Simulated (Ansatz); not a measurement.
**Redistribution: C2H4F2 + CHCl2I → C2H4FI + CHCl2F**

Species: C2H4F2 (1,2-difluoroethane) `FCCF`, singlet; CHCl2I (dichloroiodomethane) `ClC(Cl)I`, singlet; C2H4FI (1-fluoro-2-iodoethane) `FCCI`, singlet; CHCl2F (dichlorofluoromethane) `FC(Cl)Cl`, singlet. The partners trade F for I; both sit on C, so the bond types are kept.

Shapes, held fixed at every level: PBE0-D4/def2-TZVP. Flexible molecules stand in one conformer, not always the lowest. Programs: Ansatz 0.2.0. The zero-point and thermal change to 298 K, harmonic and unscaled (PBE0-D4/def2-TZVP), is +0.3 kJ/mol.

Task: Estimate ΔH(298 K) of this reaction.

Result: The highest level, CCSD(T)/def2-TZVPP, gives ΔH(298 K) = -37.7 kJ/mol; the levels span -44.2 to -33.5. The column of differences is taken from that level and isn't an error. No measured value is set beside it here. For atoms past krypton def2 sets carry core potentials with scalar relativity. Outer-core shells of I are correlated in most correlated rows, in sets that cover them unevenly.

```tsv
level	kind	ΔH(298 K) (kJ/mol)	less CCSD(T)/def2-TZVPP
HF/def2-SVP	Hartree–Fock	-44.2	-6.5
PBE-D4/def2-TZVPP	GGA	-35.1	+2.6
BHLYP-D4/def2-TZVPP	global hybrid	-33.5	+4.2
wB97M-V/def2-TZVPP	range-separated hybrid	-37.7	0.0
wB97X-V/def2-TZVPP	range-separated hybrid	-37.5	+0.2
MP2/def2-SVP	perturbation theory	-42.2	-4.5
CCSD(T)/def2-SVP	coupled cluster or CI	-42.6	-4.9
CCSD(T)/def2-TZVPP	coupled cluster or CI	-37.7	0.0
```

Every level makes the exchange exothermic, so the preference for fluorine on the dichlorinated carbon and iodine on the fluoroethyl carbon is secure within this set. With bond types kept and a thermal term of only +0.3 kJ/mol, the driving force is electronic and lies in the substituents. Fluorine on a carbon that already bears chlorine gains from geminal lone-pair donation into the polar σ* orbitals and from the strongly positive carbon. Iodine, large and weakly electronegative, gains less there and is crowded by the two chlorines, a strain probably eased on the primary carbon.

The basis set matters more than correlation does in the small set: CCSD(T) moves from -42.6 to -37.7 kJ/mol on enlargement, while HF, MP2 and CCSD(T) lie close together in def2-SVP. The smaller set probably describes the compact, polar C–F bond and the diffuse iodine density unevenly. The close match of the two range-separated hybrids with the larger-basis CCSD(T) value therefore doesn't establish their accuracy, since convergence beyond triple-zeta remains untested.
